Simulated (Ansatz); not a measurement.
Ru: the change of energy less free atoms and pressure with volume per atom

All results are calculated (Ansatz 0.2.0). Periodic Kohn-Sham DFT of a crystal at fixed atoms; pressure and stress are positive in compression; the energy is the free energy less that of spherical unpolarised free atoms; site moments are those in the method's own spheres, positive along +z.

Cell of the first row (space group P6_3/mmc, No. 194):
```
cell vectors (Å)
   2.6506     0.0000     0.0000
  -1.3253     2.2955     0.0000
   0.0000     0.0000     4.1945
atoms (fractions of the cell vectors)
Ru  0.33333  0.66667  0.25000
Ru  0.66667  0.33333  0.75000
```

Settings of every row: method all-electron LAPW; functional PBEsol; relativity scalar; k mesh 14x14x8; filling fermi-dirac; smearing width 0.03 eV; basis error target 1 meV/atom; nucleus gaussian.

Atom start moment: 0 on all atoms.

| row | volume per atom (Å³) | energy less free atoms (eV/atom) | pressure (GPa) |
| --- | --- | --- | --- |
| 1 | 12.76 | ? | ? |
| 2 | 13.032 | -10.1642 | 8.04 |
| 3 | 13.303 | -10.1713 | 0.461 |
| 4 | 13.439 | -10.1702 | -3.005 |
| 5 | 13.575 | -10.1663 | -6.272 |
| 6 | 13.71 | -10.1596 | -9.351 |
| 7 | 13.846 | -10.1505 | -12.251 |
| 8 | 14.118 | -10.1251 | -17.554 |
| 9 | 14.389 | -10.0913 | -22.252 |

Question: what energy less free atoms and pressure should row 1 give?

Worked fit of energy less free atoms. Take u = (V_r/V)^(2/3) − 1 with V_r = 13.643 Å³ an atom, which is twice the finite (Eulerian) strain; such expansions in the strain, on which the Birch-Murnaghan equation of state is built, carry the rest volume and the bulk modulus. The shown rows have u = 0.03102, 0.01697, 0.01009, 0.00334, -0.00326, -0.0098, -0.02256, -0.03487. Least squares give energy less free atoms = −10.16326 − 1.0017 × u + 30.904 × u² + 13.1 × u³ eV/atom; a parabola predicts inner rows, each left out in turn, worse (root mean square 0.00013 against 4.6e-05 eV/atom). The rows lie off it by 0.0000, 0.0000, 0.0000, 0.0000, 0.0001, 0.0000, 0.0000, 0.0000. Its lowest point lies at u = 0.0160, or V = 13.32 Å³ an atom, and the curvature there gives the bulk modulus at fixed shape and fractions, B = (4/9)(1 + u)² E″(u)/V = 348 GPa. Letting shape and atoms relax would as a rule lower it, by much in layered, chain or molecular crystals. The withheld row has u = 0.04562, so the fit gives −10.16326 − 1.0017 × (0.04562) + 30.904 × (0.04562)² + 13.1 × (0.04562)³ = -10.1434 eV/atom.

The calculation gave -10.1435 eV/atom. The fit lies 0.0001 eV/atom (0.12 % of the column's range) above it, one unit of the last digit. This row lies beyond the range of the fit.

Worked fit of pressure. Take u = (V_r/V)^(2/3) − 1 with V_r = 13.643 Å³ an atom, which is twice the finite (Eulerian) strain; such expansions in the strain, on which the Birch-Murnaghan equation of state is built, carry the rest volume and the bulk modulus. The shown rows have u = 0.03102, 0.01697, 0.01009, 0.00334, -0.00326, -0.0098, -0.02256, -0.03487. Least squares give pressure = −7.8459 + 463.795 × u + 1508.62 × u² + 1567 × u³ GPa; a parabola predicts inner rows, each left out in turn, worse (root mean square 0.016 against 0.0098 GPa). The rows lie off it by 0.001, -0.006, 0.006, 0.008, -0.009, -0.003, 0.005, -0.001 (root mean square 0.0056 GPa). The pressure vanishes at u = 0.0161, or V = 13.32 Å³ an atom, and there the bulk modulus at fixed shape and fractions is B = −V dP/dV = (2/3)(1 + u) dP/du = 348 GPa. Letting shape and atoms relax would as a rule lower it, by much in layered, chain or molecular crystals. The withheld row has u = 0.04562, so the fit gives −7.8459 + 463.795 × (0.04562) + 1508.62 × (0.04562)² + 1567 × (0.04562)³ = 16.601 GPa.

The calculation gave 16.565 GPa. The fit lies 0.036 GPa (0.093 % of the column's range) above it; its largest miss of a shown row is 0.009 GPa. This row lies beyond the range of the fit.
